## Question

A BH₃ molecule is held in a distorted, pyramidal shape and in a triplet state, so it is not the ordinary ground state of borane. Removing one electron at fixed atoms leaves a doublet cation. The table compares the energy of this step, called the gap below, at several levels of theory. Its error column gives "this level less the best estimate at the basis limit", so a negative entry means a gap that is too small.

Vertical ionisation of BH₃ from the neutral triplet to the doublet cation at the PBE0/def2-TZVP geometry, computed with the AFQMC program afq 1 and Ansatz 0.2.0. Levels run from HF to full CI, in cc-pVDZ except in the CBS rows, with the boron 1s core frozen and coupled cluster based on UHF determinants. The reference level of the best estimate is full CI.

```
         level  this level less the best estimate at the basis limit (meV)  statistical noise, one standard error (meV)
            HF                                                      -471.0                                        0.000
           MP2                                                      -133.0                                        0.000
          CCSD                                                      -127.0                                        0.000
       CCSD(T)                                                      -114.0                                        0.000
         CCSDT                                                           ?                                            ?
      CCSDT(Q)                                                           ?                                            ?
 ph-AFQMC/CISD                                                      -106.0                                        5.000
released AFQMC                                                      -112.0                                        4.000
    free AFQMC                                                      -115.0                                        7.000
           FCI                                                      -111.0                                        0.000
        HF/CBS                                                      -471.0                                        0.000
       MP2/CBS                                                       -35.0                                        0.000
   CCSD(T)/CBS                                                        -2.0                                        0.000
```

The rows marked CBS refer to the basis limit, and the others to the small basis cc-pVDZ. Full CI (FCI) is the exact answer for the valence electrons within that small basis.

(a) Towards which value should the coupled-cluster rows move as higher excitations are added?

(b) Forecast the errors of CCSDT and CCSDT(Q), each with a range.

(c) What would bring the computed gap closer to the best estimate?

## Model answer

### (a) The value at the end of the ladder

Electrons avoid one another, and this correlation lowers the energy. The neutral molecule has six valence electrons, which form 15 pairs; the cation has five, which form 10. A method that leaves out correlation therefore usually harms the neutral more. It places the neutral too high, too close to the cation, and the gap comes out too small.

Correlation can be lost in two ways. The method may leave out certain joint motions of the electrons, as Hartree–Fock (HF) does most drastically. Or the basis may lack the functions that describe how two electrons keep apart at short distance. These are functions of high angular momentum, of which cc-pVDZ has very few.

Full CI suffers only from the second loss, since it includes every joint motion that the basis can express. Yet its gap is still 111 meV too small, about 1.2 % of the whole. This is the price of the basis, and no further excitation can win it back. The coupled-cluster rows in cc-pVDZ should thus settle near −111 meV and not near zero.

The auxiliary-field Monte Carlo rows (AFQMC) support this reading by a very different route. They sample the many-electron state with random walks, yet in the same basis they agree with full CI within about one standard error. Their order among themselves has no meaning at this noise. Nor does the noise cover every error: it leaves out the bias from the constraint on the walks in the phaseless row (ph-AFQMC), and whatever remains of the starting state in the free one.

### (b) How much each rung leaves behind

The errors of the method itself are best measured from full CI, because the basis error then drops out. On this scale HF misses by −360 meV and CCSD by only −16 meV. Single and double excitations, which let electrons move apart in pairs, thus repair nearly all of the HF error.

What remains needs three or more electrons to act together. CCSD already contains many higher excitations, namely those in which separate pairs move independently. Only the truly joint motion of three electrons, then of four, has to be added. Such encounters are rarer, and a molecule with six valence electrons offers few of them.

This suggests a simple rule: each new rung reduces the remaining error by a similar factor. Let $\delta$ be the error of a level less that of full CI in the same basis. The step from HF to CCSD gives the factor

$$
q=\frac{\delta_{\mathrm{CCSD}}}{\delta_{\mathrm{HF}}}=\frac{-16}{-360}\approx 0.044 .
$$

The rule assumes that the next steps shrink the error equally well. That is plausible for a molecule in which one determinant dominates, but it is no law. For the triplet the condition is met: its leading determinant carries about 94 % of the weight, and the starting determinant is almost a pure triplet. The cation passes the same two checks: one determinant dominates there too, and its starting determinant is close to a pure doublet. For full triples it gives

$$
\delta_{\mathrm{CCSDT}}\approx 0.044\times(-16\ \mathrm{meV})\approx -0.7\ \mathrm{meV}.
$$

Added to the −111 meV of full CI, this makes −111.7 meV, or −112 meV in whole numbers. One more step, for the quadruples that CCSDT(Q) adds approximately, leaves a remainder far below 1 meV. The forecasts are:

- CCSDT: −112 ± 2 meV
- CCSDT(Q): −111 ± 1 meV

The ranges are judgements, not statistical errors. The wider one allows for the crudeness of the rule: CCSD(T), which treats triples only approximately, still lies 3 meV from full CI. The narrower one supposes that hardly anything is left once quadruples are included. Both ranges extend to either side, because a coupled-cluster energy may overshoot the exact one.

### The computed values

The withheld rows as computed:

```
   level  this level less the best estimate at the basis limit (meV)  statistical noise, one standard error (meV)
   CCSDT                                                      -112.0                                        0.000
CCSDT(Q)                                                      -112.0                                        0.000
```

CCSDT comes out at −112 meV, as forecast. CCSDT(Q) also gives −112 meV, which misses the forecast by 1 meV and lies at the edge of its range. The table is rounded to whole meV, so this miss calls for no physical cause. Nor do the equal entries show that quadruples have no effect; they show only that any effect on this gap is about 1 meV or less.

### (c) What would help

A better basis would help far more than excitations beyond CCSD. Going from CCSD to CCSDT(Q) moves the gap by 15 meV, whereas taking CCSD(T) from cc-pVDZ to the basis limit moves it by 112 meV. The most elaborate rungs have converged well, but to the answer of a basis that is too small.

The comparison with MP2, the simplest correlated method here, makes the point sharply. At the basis limit its error is −35 meV, while full CI in the small basis has −111 meV. For this gap, a modest treatment of correlation in a complete basis beats an exact treatment in a poor one.

## Remarks on the reasoning

**A hit is weak evidence for the rule.** The shrink factor was taken from the HF, CCSD and full CI rows, and neither forecast row entered it. But full CI was known, so the two rungs had to be placed between CCSD and a nearby end point. Assuming that CCSDT simply repeats CCSD(T) would have missed by only 2 meV. A single constant, fitted to CCSD(T), full CI and the three Monte Carlo rows, does equally well, as the output below shows. What the hits support is the common level set by the basis. The law of approach is better tested on the total energy of the neutral, where no errors cancel between two states. There CCSD keeps about 2.3 % of the HF error, and CCSDT about 2.1 % of the CCSD error, so the rule holds well for these two steps. These shares use one of two full CI energies in the outputs, which differ by about 0.4 meV; with the other, CCSDT keeps about 1.6 %. CCSDT(Q) lies about 0.3 meV above the first and 0.1 meV below the second, so whether the rule extends to that rung cannot be told.

**The two kinds of error do not simply add.** In cc-pVDZ, MP2 lies 19 meV below CCSD(T); at the basis limit it lies 33 meV below. The shortfall of MP2 thus depends on the basis in which it is measured. Splitting an error into a basis part and a method part is usually safe for rungs close to full CI, and the best estimate itself relies on it. For a cruder method it is only a first guide.

**One good row is good by construction.** CCSD(T) at the basis limit has an error of only −2 meV. The best estimate, however, is itself CCSD(T) at the limit plus a small step to full CI. The entry therefore reflects the size of that step and is no independent test of the method.

**The cause of the basis error is argued, not measured.** The two HF entries are identical, which would fit the view that the basis acts through correlation alone. But the agreement may be a coincidence, or one number may have been used twice. The explanation by electron pairs therefore rests on theory, and the table is merely consistent with it.

**The same reasoning carries over to related gaps.** It starts by asking how many electron pairs the two states have. The count gives the direction of the error, not its size. Here a third of the pairs disappear, yet in cc-pVDZ correlation widens the gap by only 0.36 eV, about an eighth of the neutral's correlation energy of 2.97 eV. Two electrons that share an orbital correlate most strongly, and such pairs presumably survive when an unpaired electron leaves. If an electron is removed, pairs disappear, and a small basis tends to make the gap too small. If both states have the same charge, the number of pairs is equal and more of the basis error usually cancels. The rapid fall from rung to rung, in turn, relies on one dominant determinant; where bonds are nearly broken, higher excitations matter more.

**What this means for devices is limited.** Boron hydrides serve as sources of boron for doping silicon, and models of their ionised gases need ionisation energies. This distorted triplet says nothing about how such a process runs. It does show that in a calculation of this kind the basis deserves attention before the last excitations do.

Numerical output:

```
Basis error left in full CI, percent of the gap: 1.178
HF less full CI in cc-pVDZ, meV: -360
MP2 less full CI in cc-pVDZ, meV: -22
CCSD less full CI in cc-pVDZ, meV: -16
CCSD(T) less full CI in cc-pVDZ, meV: -3
Phaseless AFQMC less full CI, meV: 5
Released AFQMC less full CI, meV: -1
Free AFQMC less full CI, meV: -4
Basis shift of MP2 from cc-pVDZ to the limit, meV: 98
Basis shift of CCSD(T) from cc-pVDZ to the limit, meV: 112
MP2 less CCSD(T) in cc-pVDZ, meV: -19
MP2 less CCSD(T) at the limit, meV: -33
Shrink factor of the truncation error from HF to CCSD: 0.04444
Rule-of-thumb value for CCSDT before rounding, meV: -111.7
Rule-of-thumb value for CCSDT(Q) before rounding, meV: -111
Forecast for CCSDT (range plus or minus 2), meV: -112
Computed CCSDT, meV: -112
Miss for CCSDT, forecast less computed, meV: 0
Forecast for CCSDT(Q) (range plus or minus 1), meV: -111
Computed CCSDT(Q), meV: -112
Miss for CCSDT(Q), forecast less computed, meV: 1
Miss for CCSDT if it stayed at the CCSD(T) value, meV: -2
fit of row_error on 5 rows (near == 1): constant -111.6 +/- 1.6; rms 3.14, worst ph-AFQMC/CISD -5.6, leave-one-out rms 3.92
  rows outside the fit (model, value, miss): HF -111.6, -471, 359; MP2 -111.6, -133, 21.4; CCSD -111.6, -127, 15.4; CCSDT -111.6, -112, 0.4; CCSDT(Q) -111.6, -112, 0.4; HF/CBS -111.6, -471, 359; MP2/CBS -111.6, -35, -76.6; CCSD(T)/CBS -111.6, -2, -110
```
